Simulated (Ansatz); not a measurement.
# A series in volume scale on TaCuN₂

Results calculated with Ansatz 0.2.0, not measured. Periodic Kohn-Sham DFT of a crystal at fixed atoms, scaled to volume_scale times the given cell; pressure positive in compression, energy less spherical unpolarised free atoms, largest_vzz the field gradient of largest size among the nuclei.

The cell before it is scaled or strained (space group R-3m, No. 166):
```
CELL_PARAMETERS angstrom
1.56800 0.90530 5.81270
-1.56800 0.90530 5.81270
0.00000 -1.81060 5.81270
ATOMIC_POSITIONS crystal
Ta 0.50000 0.50000 0.50000
Cu 0.00000 0.00000 0.00000
N 0.11900 0.11900 0.11900
N 0.88100 0.88100 0.88100
```

Settings of every row: method all-electron LAPW; functional PBEsol; relativity scalar; k mesh 12x12x12; filling fermi-dirac; smearing width 0.05 eV; basis error target 1 meV/atom; nucleus gaussian.

Atom start moment: 0 on all atoms.

Limits: no spin-orbit coupling on heavy atoms.

```
row  volume scale  V (Å³/atom)  pressure (GPa)  energy less free atoms (eV/atom)
  1          0.94       11.634          36.123                           -8.1204
  2          0.98       12.129          22.974                            -8.211
  3             1       12.377            17.3                           -8.2421
  4          1.01       12.501          14.662                           -8.2544
  5          1.04       12.872               ?                                 ?
```

Question: what pressure and energy less free atoms should row 5 give?

Worked fit of pressure. Take u = (V_r/V)^(2/3) − 1 with V_r = 12.253 Å³ an atom, which is twice the finite (Eulerian) strain; such expansions in the strain, on which the Birch-Murnaghan equation of state is built, carry the rest volume and the bulk modulus. The shown rows have u = 0.03516, 0.0068, -0.00669, -0.01327. Least squares give pressure = 20.0668 + 420.747 × u + 1021.32 × u² GPa; a straight line predicts inner rows, each left out in turn, worse (root mean square 0.35 against 0.0059 GPa). The rows lie off it by 0.000, -0.001, 0.002, -0.001. The withheld row has u = -0.03232, so the fit gives 20.0668 + 420.747 × (-0.03232) + 1021.32 × (-0.03232)² = 7.535 GPa.

The calculation gave 7.472 GPa. The fit lies 0.063 GPa (0.22 % of the column's range) above it; its largest miss of a shown row is 0.002 GPa. This row lies beyond the range of the fit.

Worked fit of energy less free atoms. Take u = (V_r/V)^(2/3) − 1 with V_r = 12.253 Å³ an atom, which is twice the finite (Eulerian) strain; such expansions in the strain, on which the Birch-Murnaghan equation of state is built, carry the rest volume and the bulk modulus. The shown rows have u = 0.03516, 0.0068, -0.00669, -0.01327. Least squares give energy less free atoms = −8.22764 + 2.3005 × u + 21.32 × u² eV/atom; a straight line predicts inner rows, each left out in turn, worse (root mean square 0.0073 against 6e-05 eV/atom). All shown rows lie on it to the printed digit. The withheld row has u = -0.03232, so the fit gives −8.22764 + 2.3005 × (-0.03232) + 21.32 × (-0.03232)² = -8.2797 eV/atom.

The calculation gave -8.2799 eV/atom. The fit lies 0.0002 eV/atom (0.13 % of the column's range) above it; its largest miss of a shown row is 0.0000 eV/atom. This row lies beyond the range of the fit.
